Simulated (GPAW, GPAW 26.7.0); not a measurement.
# Progress notes on the Sr 3d binding energy of strontium metal with GPAW

*A beginner's notebook, kept as written. Several of its settings and conclusions are unsound; a review follows at the end.*

## The measurement

The measured quantity is the binding energy of the 3d electrons in strontium metal, found by photoemission and counted from the Fermi level. I took it from a handbook table: "Electron binding energies" (2001, X-Ray Data Booklet, Lawrence Berkeley National Laboratory, Table 1-1; from Fuggle and Martensson, J. Electron Spectrosc. Relat. Phenom. 21, 275 (1980)). The table quotes earlier work, so it is not a first-hand measurement. It lists 134.2 eV for the 3d5/2 line. The 3d level is split in two, and the calculation returns only the centre of the pair, so the value has been moved up by 0.72 eV to the weighted centre, using the splitting from the same source. The number to compare with is therefore 134.92 eV.

| compared with | measured | source's wording or label | method |
| --- | --- | --- | --- |
| Sr 3d (eV) | 134.92 | formed from the printed 134.2 eV (Sr 3d5/2 of the metal against the Fermi level) | photoemission, handbook table |

Conditions are those given with the value in the passage it was taken from; "not stated" means there, and the paper may say more elsewhere. The values are a selection: others may have been left out beforehand as unlike or outlying.

## Model and target

I want to get the Sr 3d binding energy out of GPAW and see whether it agrees with the table. The model is the fcc crystal at its measured cell, with a hole made in the 3d shell and the electron kept in the cell.

I will count anything within 1 eV as a success, because that is less than one per cent of the value, and one per cent is what I would accept from an instrument in our lab. I will begin with something small and move to a better functional if the number is off.

System: Sr (Strontium); space group Fm-3m, 1 atom in the base cell, measured (COD) cell.

On the selection of runs and values: Besides any runs that a report passes over, these were set aside when the results were gathered: 1 cell relaxed under the stress of an incomplete basis.

## 1. One atom, one k-point

I am starting with PBE, a single atom in the cell and the Gamma point alone. A core electron sits close to its nucleus and the cell holds only one atom, so I think one k-point should be enough for it. I expect to land within my 1 eV straight away, and then the rest would only be polishing.

**Run 1.** GPAW 26.7.0: PBE, Gamma point alone; 1-atom cell, holes 4.3 A apart; electron kept in the cell (mesh 1x1x1, cutoff 420 eV, 1 atoms).

Key lines of the input:
```
atoms = Atoms(['Sr'],
              cell=[[0.0, 3.04235, 3.04235], [3.04235, 0.0, 3.04235], [3.04235, 3.04235, 0.0]],
              scaled_positions=[[0.0, 0.0, 0.0]],
              pbc=(True, True, True))
params = dict(mode=PW(420),
              xc='PBE',
              kpts={'size': (1, 1, 1), 'gamma': True},
              occupations=FermiDirac(0.08),
              nbands=-8,
              maxiter=200,
              txt='gs.txt')
hole.calc = GPAW(**{**params, 'charge': -1, 'txt': f'hole{i}.txt', 'setups': {**params.get('setups', {}), i: 'hole' + params.get('setups', {}).get(atoms[i].symbol, '')}})
out['levels'][i] = hole.get_potential_energy(force_consistent=True) + hole.calc.get_reference_energy() - e0
```

Command:
```
gpaw-setup -f PBE Sr > setup.log
gpaw-setup -f PBE --core-hole=3d,1.0 --name=hole Sr > setup.log
OMP_NUM_THREADS=1 mpirun -n 4 gpaw python run.py > run.log
```

Selected lines of the output:
```
Converged in 8 steps
Free energy:      -5.991718
Extrapolated:     -5.991718
Fermi level: 3.727
Gap: 5.917 eV
[energy with the hole less without, eV] Sr 1 3d: 135.638
```

Converged; 4.6 s on 4 cores of Arm Neoverse V1, shared host.

| quantity | run 1 |
| --- | --- |
| volume an atom (Å³) | 56.32 |

The hole costs 135.638 eV, which is about 0.72 eV above the table and inside my 1 eV. The run converged in 8 steps, so I take the single k-point to be good enough for a core level.

What caught my eye is that the difference is almost exactly the 0.72 eV by which the handbook value was moved. I do not think that is chance. If the shift is added a second time, the table and the calculation agree, so I suspect that the handbook splitting is too small by half. The output also gives a gap of 5.917 eV. I had thought of strontium as a metal, but the gap is among the outer electrons and should not matter for the 3d shell.

## 2. A revised functional

Before I blame the handbook I want the same number from a better functional. RPBE is the revised form of PBE, so I take it to be the more accurate of the two. I am also going to four atoms and more k-points, since a better functional probably deserves a better cell. I expect the value to stay near 135.6 eV, which would confirm that the shift in the table is the problem.

**Run 2.** GPAW 26.7.0: RPBE; 4-atom cell, holes 6.1 A apart; electron kept in the cell (mesh 6x6x6, cutoff 420 eV, 4 atoms).

Key lines of the input:
```
atoms = Atoms(['Sr', 'Sr', 'Sr', 'Sr'],
              cell=[[0.0, 0.0, 6.0847], [0.0, -6.0847, 0.0], [6.0847, 0.0, 0.0]],
              scaled_positions=[[0.0, 0.5, 0.5], [0.0, 0.0, 0.0], [0.5, 0.5, 0.0], [0.5, 0.0, 0.5]],
              pbc=(True, True, True))
params = dict(mode=PW(420),
              xc='RPBE',
              kpts={'size': (6, 6, 6), 'gamma': True},
              occupations=FermiDirac(0.08),
              nbands=-8,
              maxiter=200,
              txt='gs.txt')
hole.calc = GPAW(**{**params, 'charge': -1, 'txt': f'hole{i}.txt', 'setups': {**params.get('setups', {}), i: 'hole' + params.get('setups', {}).get(atoms[i].symbol, '')}})
out['levels'][i] = hole.get_potential_energy(force_consistent=True) + hole.calc.get_reference_energy() - e0
```

Command:
```
gpaw-setup -f RPBE Sr > setup.log
gpaw-setup -f RPBE --core-hole=3d,1.0 --name=hole Sr > setup.log
OMP_NUM_THREADS=1 mpirun -n 4 gpaw python run.py > run.log
```

Selected lines of the output:
```
Free energy:      -5.990018
Extrapolated:     -5.931189
[energy with the hole less without, eV] Sr 1 3d: 134.622
```

Converged; 45 s of wall time.

| quantity | run 2 | measured | deviation |
| --- | --- | --- | --- |
| Sr 3d (eV) | 134.62 | 134.92 | −0.30 |
| volume an atom (Å³) | 56.32 |  |  |

The value did not stay near 135.6 eV. It came down by about 1.0 eV to 134.622 eV, which is 0.298 eV below the table. The free energy is nearly the same as in the first run, −5.990018 against −5.991718, so the larger cell and the extra k-points have made no difference, and the whole drop must come from RPBE.

I therefore take back what I wrote about the handbook splitting. The table is fine with its shift counted once, and it was PBE that put the 3d level about 1 eV too deep.

## 3. Down to LDA

RPBE now falls slightly short, so I would like a functional on the other side of the table and then take the middle of the two. LDA is the simplest one, and if each improvement of the functional lowers the level by about 1 eV, LDA should come out about 1 eV above my first PBE value. Since the cell makes no difference, I am going back to one atom, which is quicker.

**Run 3.** GPAW 26.7.0: LDA; 1-atom cell, holes 4.3 A apart; electron kept in the cell (mesh 10x10x10, cutoff 420 eV, 1 atoms).

Key lines of the input, as changed from run 1:
```diff
  params = dict(mode=PW(420),
-               xc='PBE',
-               kpts={'size': (1, 1, 1), 'gamma': True},
+               xc='LDA',
+               kpts={'size': (10, 10, 10), 'gamma': True},
```

Command:
```
gpaw-setup -f LDA Sr > setup.log
gpaw-setup -f LDA --core-hole=3d,1.0 --name=hole Sr > setup.log
OMP_NUM_THREADS=1 mpirun -n 4 gpaw python run.py > run.log
```

Selected lines of the output:
```
Free energy:      -1.917280
Extrapolated:     -1.903170
[energy with the hole less without, eV] Sr 1 3d: 134.632
```

Converged; 6.8 s on 4 cores of AMD EPYC 9R14 (Zen 4), shared host.

| quantity | run 3 | measured | deviation |
| --- | --- | --- | --- |
| Sr 3d (eV) | 134.63 | 134.92 | −0.29 |
| volume an atom (Å³) | 56.32 |  |  |

LDA gives 134.632 eV, not the value about 1 eV above PBE that I had worked out, so there is no ladder from one functional to the next. It also lies on the same side of the table as RPBE, which leaves me no middle to take. The two differ by only 0.010 eV. When the simplest functional and the revised one agree so well, I conclude that both are right and that PBE is the odd one out.

I looked for what is wrong with PBE in the output. In that run the free energy and the extrapolated energy are the same number, −5.991718, while with LDA and RPBE they differ. I think this means that the smearing did not take hold with PBE.

## 4. More smearing for PBE

To make the smearing work I am raising its width for PBE from 0.08 eV to 1 eV, with one atom in the cell and the same k-points as for LDA. A large value should make sure that it is felt. If I have found the fault, PBE will drop by about 1 eV and join the other two at 134.6 eV.

**Run 4.** GPAW 26.7.0: PBE, Fermi-Dirac width 1 eV; 1-atom cell, holes 4.3 A apart; electron kept in the cell (mesh 10x10x10, cutoff 420 eV, 1 atoms).

Key lines of the input, as changed from run 1:
```diff
  params = dict(mode=PW(420),
-               kpts={'size': (1, 1, 1), 'gamma': True},
-               occupations=FermiDirac(0.08),
+               kpts={'size': (10, 10, 10), 'gamma': True},
+               occupations=FermiDirac(1.0),
```

Selected lines of the output:
```
Free energy:      -3.577428
Extrapolated:     -1.894272
[energy with the hole less without, eV] Sr 1 3d: 133.626
```

Converged; 12 s on 4 cores of Arm Neoverse V1, shared host.

| quantity | run 4 | measured | deviation |
| --- | --- | --- | --- |
| Sr 3d (eV) | 133.63 | 134.92 | −1.29 |
| volume an atom (Å³) | 56.32 |  |  |

PBE did drop, but by about 2.0 eV instead of the 1 eV I wanted. It now stands at 133.626 eV, which is 1.294 eV below the table and outside my limit. I read this as proof that the smearing was the fault in PBE, since it moves the level so strongly, and that I have simply turned it up too far. The free energy and the extrapolated energy are now well apart, −3.577428 and −1.894272, so the smearing has certainly taken hold.

## 5. A smaller dose of smearing

I am treating the width as a knob to be set between the two PBE runs, and I am trying 0.2 eV. If the level falls in a straight line with the width, this should take about a quarter of an eV off the first PBE value and bring it closer to the table. I am using the four-atom cell again because RPBE came out well in it.

**Run 5.** GPAW 26.7.0: PBE, Fermi-Dirac width 0.2 eV; 4-atom cell, holes 6.1 A apart; electron kept in the cell (mesh 6x6x6, cutoff 420 eV, 4 atoms).

Key lines of the input, as changed from run 2:
```diff
  params = dict(mode=PW(420),
-               xc='RPBE',
+               xc='PBE',
-               occupations=FermiDirac(0.08),
+               occupations=FermiDirac(0.2),
```

Selected lines of the output:
```
[energy with the hole less without, eV] Sr 1 3d: 134.510
```

Converged; 72 s of wall time.

| quantity | run 5 | measured | deviation |
| --- | --- | --- | --- |
| Sr 3d (eV) | 134.51 | 134.92 | −0.41 |
| volume an atom (Å³) | 56.32 |  |  |

PBE with a width of 0.2 eV gives 134.510 eV. That is about 1.1 eV below my first PBE value, where I had counted on about a quarter of an eV, so the level does not fall in a straight line with the width. Most of the drop seems to come with the first bit of smearing.

The result is 0.410 eV below the table and inside my 1 eV. It also lies within 0.122 eV of LDA and RPBE, so PBE is no longer the odd one out. I take this to mean that the smearing has repaired PBE and that 0.2 eV is the right width for strontium. I am keeping 134.510 eV as my PBE value and leaving the knob where it is.

## Collected results

| run | settings | Sr 3d (eV) | deviation | cost |
| --- | --- | --- | --- | --- |
| 1 | PBE, Gamma point alone, 1-atom cell, holes 4.3 A apart, electron kept in the cell (mesh 1x1x1, cutoff 420 eV, 1 atoms) | – |  | under 1 core-min |
| 2 | RPBE, 4-atom cell, holes 6.1 A apart, electron kept in the cell (mesh 6x6x6, cutoff 420 eV, 4 atoms) | 134.62 | −0.30 | 3 core-min |
| 3 | LDA, 1-atom cell, holes 4.3 A apart, electron kept in the cell (mesh 10x10x10, cutoff 420 eV, 1 atoms) | 134.63 | −0.29 | under 1 core-min |
| 4 | PBE, Fermi-Dirac width 1 eV, 1-atom cell, holes 4.3 A apart, electron kept in the cell (mesh 10x10x10, cutoff 420 eV, 1 atoms) | 133.63 | −1.29 | under 1 core-min |
| 5 | PBE, Fermi-Dirac width 0.2 eV, 4-atom cell, holes 6.1 A apart, electron kept in the cell (mesh 6x6x6, cutoff 420 eV, 4 atoms) | 134.51 | −0.41 | 4.8 core-min |
|  | measured | 134.92 |  |  |

## Closing entry

I am reporting 134.510 eV for the Sr 3d level of strontium, from PBE with a smearing width of 0.2 eV. It is 0.410 eV below the table and meets my 1 eV target, so I consider the calculation a success.

RPBE and LDA come a little closer, at 134.622 and 134.632 eV, but I prefer PBE because I have adjusted its smearing to strontium and have not done that for the other two. My explanation for the trouble at the start is still that PBE needs more smearing than the other functionals. With too little it gave 135.638 eV, with too much 133.626 eV, and 0.2 eV lies between. I do not understand why the level does not follow the width in a straight line, but I do not think this affects the result.

The size of the cell and the number of k-points seem not to matter for a core level. For the next metal I would therefore go back to one atom and the Gamma point, and set the width to 0.2 eV from the beginning.

## An expert's review

Further runs made for the review:

| reviewer's run | settings | Sr 3d (eV) | deviation | cost |
| --- | --- | --- | --- | --- |
| R1 | PBE, 1-atom cell, holes 4.3 A apart, electron kept in the cell (mesh 10x10x10, cutoff 420 eV, 1 atoms) | 134.47 | −0.45 | under 1 core-min |
| R2 | PBE, 4-atom cell, holes 6.1 A apart, electron kept in the cell (mesh 6x6x6, cutoff 420 eV, 4 atoms) | 134.61 | −0.31 | 1.8 core-min |
| R3 | PBE with two spins, 4-atom cell, holes 6.1 A apart, electron kept in the cell (mesh 6x6x6, cutoff 420 eV, 4 atoms) | 134.13 | −0.79 | 6 core-min |
|  | measured | 134.92 |  |  |

The beginner rightly treats the handbook value as second-hand, moves it to the doublet's centre and keeps the electron in the cell, though the scalar-relativistic level of the calculation need not equal that centre exactly. The 1 eV target is arbitrary: a percentage of the whole binding energy says little when errors in the settings reach an electronvolt. The plan to change functional if the number is off also skips the check of the settings.

Run 1 fails on its single k-point. The core hole is local, but the added electron enters the valence band, which needs a mesh. A gap of 5.917 eV in a metal was the warning; convergence in 8 steps says nothing about k-points. With a proper mesh, R1 gives 134.47 eV, about 1.2 eV lower, for under a core-minute. Run 1 meets the target by chance, and its match to the 0.72 eV shift is also chance, no evidence against the handbook splitting.

Run 2 changes functional, cell and mesh together. RPBE is not generally more accurate than PBE; it was revised mainly for adsorption energies. The similar free energies prove nothing, since they belong to one atom and to four, and to different functionals. PBE in the same four-atom setup (R2) gives 134.61 eV against RPBE's 134.62, so the drop was not due to RPBE. Withdrawing the charge against the handbook was right, but blaming PBE was not.

Run 3 also replaces run 1's single k-point by a full mesh, so setting it against run 1 again mixes two changes. The expected ladder rested on the confounded step of run 2, and averaging functionals on either side of the table would not have been a remedy. The beginner rightly drops the ladder. However, the cell does matter: for PBE, going from one atom (R1) to four (R2), at a similar density of k-points, adds about 0.14 eV. LDA's agreement with RPBE therefore mixes cells and proves neither right. In the one-atom cell, LDA lies only about 0.16 eV above PBE. Run 1's equal free and extrapolated energies were well spotted, but they reflect the gap at its one k-point, not a failure of smearing with PBE.

Run 4 changes the mesh as well as the width. Of its drop of about 2.0 eV from run 1, the mesh accounts for about 1.2 eV and the excessive smearing for 0.84 eV, as R1 shows. The wide split between free and extrapolated energies was a warning, not a success: the level is a difference of free energies, so the smearing entropy enters it directly.

Run 5 repairs nothing by smearing. At the original 0.08 eV width, R2 is already at 134.61 eV; widening to 0.2 eV lowers the level by 0.10 eV, away from the table. The puzzling curve against width comes from run 1's missing k-points. Smearing should not be fitted to a measurement, so this is no reason to prefer PBE, nor does PBE need more of it. The closing recipe of one atom, Gamma alone and 0.2 eV should not be used for the next metal.

Verdict: the reported 134.510 eV does meet the loose 1 eV target, but so does every run here except run 4, so meeting it says little about the settings. Spinless PBE in the four-atom cell (R2) falls about 0.3 eV short, comparable with the scatter between handbook determinations; its convergence with cutoff, mesh and larger cells is not shown in this report. R3 puts the hole in one spin channel of the core, which recovers the exchange energy of the unpaired 3d shell and treats the hole more completely; it gives 134.13 eV, 0.79 eV short. The closer spinless agreement therefore probably owes something to cancelling errors. The functional, the core's approximate relativity, surface shifts and the handbook value itself may all contribute to the remaining gap; their shares are unexplained.

[Logs are printed without paths, hosts, clocks, repeated set-up lines and the standing remarks that a program may print on its own settings, such as how far it seeks lower states.]

[The runs shown are a pick from a larger set of finished runs; failed, doubtful and other runs were left out of it ahead of writing. So were measured values far from every level or from commonly accepted values, and agreement can look better than it is. Lines of input and output are excerpts and may be shortened.]
